# SRAM failure probability, $V_{\min}$ and the gain from importance sampling

## Statement

An SRAM cell must work for both stored values, so each operation has two mirror-image margins, $M_L$ and $M_R$, and the cell fails if either is negative. Let each margin be linear in independent, zero-mean Gaussian threshold shifts $\delta_i$ of standard deviation $\sigma_i$:

$$M=\mu(V)+\sum_i a_i\delta_i,\qquad \sigma^2=\sum_i (a_i\sigma_i)^2,\qquad z=\mu/\sigma .$$

Here $V$ is the supply voltage. Define $\phi(x)=e^{-x^2/2}/\sqrt{2\pi}$, $Q(x)=\int_x^\infty\phi\,dt$ and $h(x)=\phi(x)/Q(x)$.

1. One margin fails with probability $Q(z)$, and $z$ is the distance, in the variables $\delta_i/\sigma_i$, from the nominal cell to the most probable failure point (MPFP).
2. The cell fails with probability $P=2Q(z)-P_{\rm both}$, where $P_{\rm both}\le Q\big(z\sqrt{2/(1+\rho)}\big)$ and $\rho$ is the correlation coefficient of the two margins. Unless $\rho$ is near $+1$, $P\approx 2Q(z)$.
3. $N$ independent cells without repair or correction coding have yield $Y\approx e^{-2NQ(z)}$. With $L=\ln[2N/(-\ln Y)]$, a target yield requires $z^2\approx 2L-\ln(4\pi L)$, whose leading behaviour at large $N$ is $z\sim\sqrt{2\ln N}$. $V_{\min}$ is the supply at which $\mu/\sigma$ equals this $z$.
4. Sampling one margin from a unit Gaussian centred on its MPFP has relative variance per sample
$$v=\frac{e^{z^2}Q(2z)}{Q(z)^2}-1=z\sqrt{\frac{\pi}{2}}-1+\frac{7}{4z}\sqrt{\frac{\pi}{2}}+O(z^{-3}),$$
against $1/Q(z)-1$ for plain Monte Carlo. For the whole cell the plain figure is $1/P-1$, and the shifted sampler keeps its advantage only if both failure regions are accounted for.

## The smallest model: a write contest between two transistors

To write a 0 into a node that holds a 1, the bit line is grounded, and the n-type pass gate (PG) must outpull the p-type pull-up (PU) until the node passes the trip point of the opposite inverter. Both devices have gate-source voltage of magnitude $V$. Take both as saturated with $I=k\,(V-T-\delta)^{\alpha}$, where $T$ is the common nominal threshold magnitude and $\delta$ its shift. The condition $I_{PG}>I_{PU}$, raised to the power $1/\alpha$, is linear in the shifts:

$$M=r\,(V-T-\delta_{PG})-(V-T-\delta_{PU})>0,\qquad r=(k_{PG}/k_{PU})^{1/\alpha}>1 .$$

Thus $a_{PG}=-r$, $a_{PU}=+1$, and with the same $\sigma_{VT}$ for each device

$$\mu=(r-1)(V-T),\qquad \sigma=\sigma_{VT}\sqrt{1+r^2},\qquad V_{\min}=T+z\,\sigma_{VT}\frac{\sqrt{1+r^2}}{r-1}.$$

The left and right writes use different transistor pairs, so $\rho=0$, and the model gives exactly

$$P=2Q-Q^2,\qquad Y=(1-Q)^{2N},\qquad Q\equiv Q(z).$$

**Inputs.** $N=2^{28}=2.68\times10^{8}$ (256 Mb); $\sigma_{VT}=20$ mV, the standard deviation of one device and not of a pair difference; $T=0.30$ V and $r=2$. The last two are illustrative, chosen so that $V_{\min}$ falls in the range of about 0.5 to 0.7 V typical of dense FinFET arrays. Single n and p fins typically have a drive ratio much nearer to 1, so $r=2$ stands for a deliberately weak pull-up or a write assist. Then $\sigma=44.7$ mV and $V_{\min}=0.30\ \text{V}+z\,\sigma$.

| $Y$ | $Q=-\ln Y/2N$ | $z$, root of $Q(z)$ | $\sqrt{2L-\ln 4\pi L}$ | model's $V_{\min}$ (mV) |
|---|---|---|---|---|
| 0.50 | $1.29\times10^{-9}$ | 5.956 | 5.949 | 566 |
| 0.90 | $1.96\times10^{-10}$ | 6.257 | 6.250 | 580 |
| 0.99 | $1.87\times10^{-11}$ | 6.614 | 6.608 | 596 |

At $Y=0.90$ the MPFP is $\delta_{PG}=+z\sigma_{VT}\,r/\sqrt{1+r^2}=112$ mV and $\delta_{PU}=-z\sigma_{VT}/\sqrt{1+r^2}=-56$ mV: a weak pass gate facing a strong pull-up, with overdrives of 168 mV and 336 mV, in the ratio $1:r$ that makes $M=0$.

**Comparison with the general statement** (at $Y=0.90$).

- Replacing $2Q-Q^2$ by $2Q$ changes $P$ by the fraction $Q/2=9.8\times10^{-11}$. Since $\ln Y=-2NQ-NQ^2-\dots$, the exponential form drops $NQ^2=1.0\times10^{-11}$ from $\ln Y$.
- The rule $\sqrt{2\ln N}=6.230$ gives 579 mV. It contains no yield target. At this $z$ the expected number of failing cells is $2NQ=0.125$, so it corresponds to $Y=0.88$, and its closeness to the $Y=0.90$ row comes from that. Doubling $N$ at fixed $Y$ raises $V_{\min}$ by only 4.8 mV.
- The exact $v$ is 7.18. The leading term $z\sqrt{\pi/2}$ is 7.84 and the three-term form gives 7.19, so the $-1$ is not negligible.
- Plain Monte Carlo has relative variance $5.10\times10^{9}$ for one margin and $2.55\times10^{9}$ for the cell. The relative standard deviation of an $n$-sample mean is $\sqrt{v/n}$. Reaching 10 % on $P$ takes $2.55\times10^{11}$ plain samples, or 718 shifted samples of one margin followed by $P\approx2Q$ from the mirror symmetry. The gain is $3.55\times10^{8}$.

## Proof

**One margin.** Put $x_i=\delta_i/\sigma_i$, independent unit Gaussians, and let $\mathbf n$ be the unit vector $n_i=-a_i\sigma_i/\sigma$. Then $u=\mathbf n\cdot\mathbf x$ is a unit Gaussian and $M=\sigma(z-u)$, so failure is the half-space $u>z$, of probability $Q(z)$. The density falls with $|\mathbf x|$, so the MPFP is the point of the half-space nearest the origin, $\mathbf x^*=z\mathbf n$, at distance $z$.

**Two margins.** Inclusion and exclusion give $P=2Q-P_{\rm both}$. If both margins are negative, so is their sum, which is Gaussian with mean $2\mu$ and variance $2\sigma^2(1+\rho)$. The ratio of mean to standard deviation is $z\sqrt{2/(1+\rho)}$, which gives the bound. Even for $\rho=0.5$ at $z=6.257$ it keeps $P_{\rm both}/2Q$ below $6.4\times10^{-4}$. For $\rho=+1$ the margins coincide and $P=Q$.

**Yield.** Independence gives $Y=(1-P)^N$ and $\ln Y=-NP+O(NP^2)$. Integration by parts gives $Q(z)=\phi(z)z^{-1}(1-z^{-2}+\dots)$. Setting $Q=e^{-L}$ and taking logarithms yields $z^2=2L-\ln(2\pi z^2)+O(z^{-2})$, and one iteration from $z^2=2L$ gives $z^2\approx2L-\ln(4\pi L)$. As $N\to\infty$ at fixed $Y$, $L/\ln N\to1$.

**Shifted sampling.** Draw $\mathbf x$ from $q(\mathbf x)=p(\mathbf x-z\mathbf n)$, where $p$ is the unit Gaussian density, and score $w\,\mathbb 1[u>z]$ with
$$w=p/q=e^{-zu+z^2/2}.$$
The mean score is $E_q[w\mathbb 1]=E_p[\mathbb 1]=Q(z)$, so the estimator is unbiased. The directions orthogonal to $\mathbf n$ drop out of $w$, so the result does not depend on the number of transistors. Completing the square, $-u^2/2-zu+z^2/2=-(u+z)^2/2+z^2$, gives
$$E_q[w^2\mathbb 1]=E_p[w\mathbb 1]=e^{z^2}\int_z^\infty\phi(u+z)\,du=e^{z^2}Q(2z).$$
Division by $Q^2$ and subtraction of 1 gives $v$. Because $e^{z^2}\phi(2z)/\phi(z)^2=\sqrt{2\pi}$, this is $v+1=\sqrt{2\pi}\,h(z)^2/h(2z)$. The tail expansion turns it into
$$v+1=z\sqrt{\frac{\pi}{2}}\;\frac{1-\frac{1}{4z^{2}}+\dots}{(1-z^{-2}+\dots)^2}=z\sqrt{\frac{\pi}{2}}\left(1+\frac{7}{4z^2}+\dots\right).$$
For plain sampling the score is a 0-or-1 variable of variance $Q(1-Q)$, whence $1/Q-1$.

**Both failure regions.** Suppose the sampler is shifted to the left MPFP but scores failure of either side. In the model the right margin is independent of $u$, and $E_p[w]=e^{z^2}$, so the right region contributes $e^{z^2}Q(z)$ to the second moment. This dominates, and the relative variance becomes about $e^{z^2}/4Q=1.3\times10^{26}$, far worse than plain sampling. A sample reaches the right region only with probability $Q$, so a practical run returns about half of $P$ with a deceptively small scatter. When symmetry cannot be invoked, sample from $q=(q_L+q_R)/2$. Its weight obeys $w\le 2w_L$ and $w\le 2w_R$, with $w_{L,R}=p/q_{L,R}$, so the second moment is at most $4e^{z^2}Q(2z)$ and the relative variance at most $4e^{z^2}Q(2z)/P^2-1$, again 7.18.

## Limits

- **Sensitivity.** Raising $\sigma_{VT}$ by 1 % at fixed $V$ multiplies $Q$ by 1.5, while at fixed yield it raises $V_{\min}$ by 2.8 mV. Failure probabilities are fragile and $V_{\min}$ is not.
- **Tails.** The MPFP puts the pass gate 5.6 standard deviations from nominal. A Gaussian shape that far out is an assumption, and importance sampling evaluates the assumed tail without testing it.
- **Saturation.** At a trip point near $V/2=290$ mV the pull-up at the MPFP has less drain bias than overdrive. A square-law device would fall 1.9 % short of its saturation current, which, absorbed into $r$ with $\alpha=2$, lowers $V_{\min}$ by about 3 mV. This is comparable with the effect of doubling $N$, so the last digit of each $V_{\min}$ belongs to the model only. The power law itself weakens as the overdrive approaches threshold.
- **Omitted mechanisms.** Feedback from the opposite half-cell adds sensitivities, makes $\rho\neq0$ and curves the failure boundary. Read disturb, which favours a weak pass gate, adds its own $2Q(z_{\rm read})$ to $P$. Shifts common to a whole die break the independence of cells and require averaging $Y$ over them, and spare rows or correction coding relax the required $z$.